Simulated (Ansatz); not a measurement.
ZnSnN₂: pressure against volume per atom

All results are calculated (Ansatz 0.2.0). Density functional stress and forces at fixed atoms, pressure and stress positive in compression, spin-unpolarised plane waves.

Cell of the first row (space group R-3m, No. 166):
```
CELL_PARAMETERS angstrom
1.55200 0.89610 5.04680
-1.55200 0.89610 5.04680
0.00000 -1.79210 5.04680
ATOMIC_POSITIONS crystal
Zn 0.00000 0.00000 0.00000
Sn 0.50000 0.50000 0.50000
N 0.24758 0.24758 0.24758
N 0.75242 0.75242 0.75242
```

Settings of every row: periodic directions 3; functional HSE06; spin orbit no; potentials PAW; wave cutoff 420 eV; k mesh 6x6x6; smearing width 0 eV.

Limits: stress loosely converged; the cell comes from a prototype or a list of computed structures and needn't be the stable phase.

| row | volume per atom (Å³) | pressure (GPa) |
| --- | --- | --- |
| 1 | 10.528 | 11.5 |
| 2 | 10.853 | 4.5 |
| 3 | 11.186 | -1.6 |
| 4 | 11.354 | ? |
| 5 | 11.87 | -11.4 |

Question: what pressure should row 4 give?

Worked fit of pressure. Take u = (V_r/V)^(2/3) − 1 with V_r = 11.02 Å³ an atom, which is twice the finite (Eulerian) strain; such expansions in the strain, on which the Birch-Murnaghan equation of state is built, carry the rest volume and the bulk modulus. The shown rows have u = 0.03092, 0.01023, -0.00992, -0.04833. Least squares give pressure = 1.32 + 303.4 × u + 832 × u² GPa; a straight line predicts inner rows, each left out in turn, worse (root mean square 0.81 against 0.021 GPa). All shown rows lie on it to the printed digit. The pressure vanishes at u = -0.0044, or V = 11.09 Å³ an atom, and there the bulk modulus with atoms relaxed is B = −V dP/dV = (2/3)(1 + u) dP/du = 197 GPa. The withheld row has u = -0.01971, so the fit gives 1.32 + 303.4 × (-0.01971) + 832 × (-0.01971)² = -4.3 GPa.

The calculation gave -4.4 GPa. The fit lies 0.1 GPa (2.3 % of the value, 0.44 % of the column's range) above it, one unit of the last digit.
